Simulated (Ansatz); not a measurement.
**Predicting a hybrid from its neighbours: GaSiH7O**

The species is GaSiH7O (10 atoms), meant as a singlet with charge 0. SMILES: `[SiH3][OH+][GaH3-]`. The coordinates come from a PBE0-D4/def2-TZVP relaxation.

The vertical ionisation energy (to the doublet cation) y, in eV, basis 6-31G(d); a is the functional's share of exact exchange. Programs: Ansatz 0.2.0.

```
functional  program     a  y (eV)
      BLYP   Ansatz     0    9.55
    revPBE   Ansatz     0    9.66
     B3LYP   Ansatz   0.2   10.04
   r2SCAN0   Ansatz  0.25   10.13
      PBE0   Ansatz  0.25       ?
     BHLYP   Ansatz   0.5   10.20
```

Task: Fit y = c + s·a to the known rows and predict PBE0.

Result: 
1. Means of the 5 rows: a = 0.1900, y = 9.916.
2. Σ(Δa)² = 0.172, Σ(Δa·Δy) = 0.2203, so the slope is 0.2203/0.172 = 1.2808.
3. Intercept: 9.916 − (1.2808) × 0.1900 = 9.673. The largest residual of the fit is 0.14.
4. PBE0: 9.673 + (1.2808) × 0.25 = 9.99 eV.

The run gave 10.05 eV, so the prediction is off by -0.06 eV, within the largest residual.

The ionisation energy rises with the share of exact exchange across all the known rows, but not linearly. Most of the increase comes by a = 0.25, and BHLYP lies only slightly above r2SCAN0. The straight line therefore runs too high at both ends and too low in between, which is also the direction of the PBE0 miss. The electron probably leaves mainly from the hydridic Ga–H bonds, since the oxygen lone pair that would otherwise compete is stabilised by donation to gallium. Semilocal exchange tends to overstabilise a hole spread over several such bonds, and exact exchange probably reduces this bias, with a more localised hole one possible reason for the flattening at large a. The split between BLYP and revPBE, neither of which contains exact exchange, shows that a is not the only variable. The fit thus supports a rough interpolation among common hybrids, but its slope is not a property of the molecule and should not be extended towards full exact exchange.
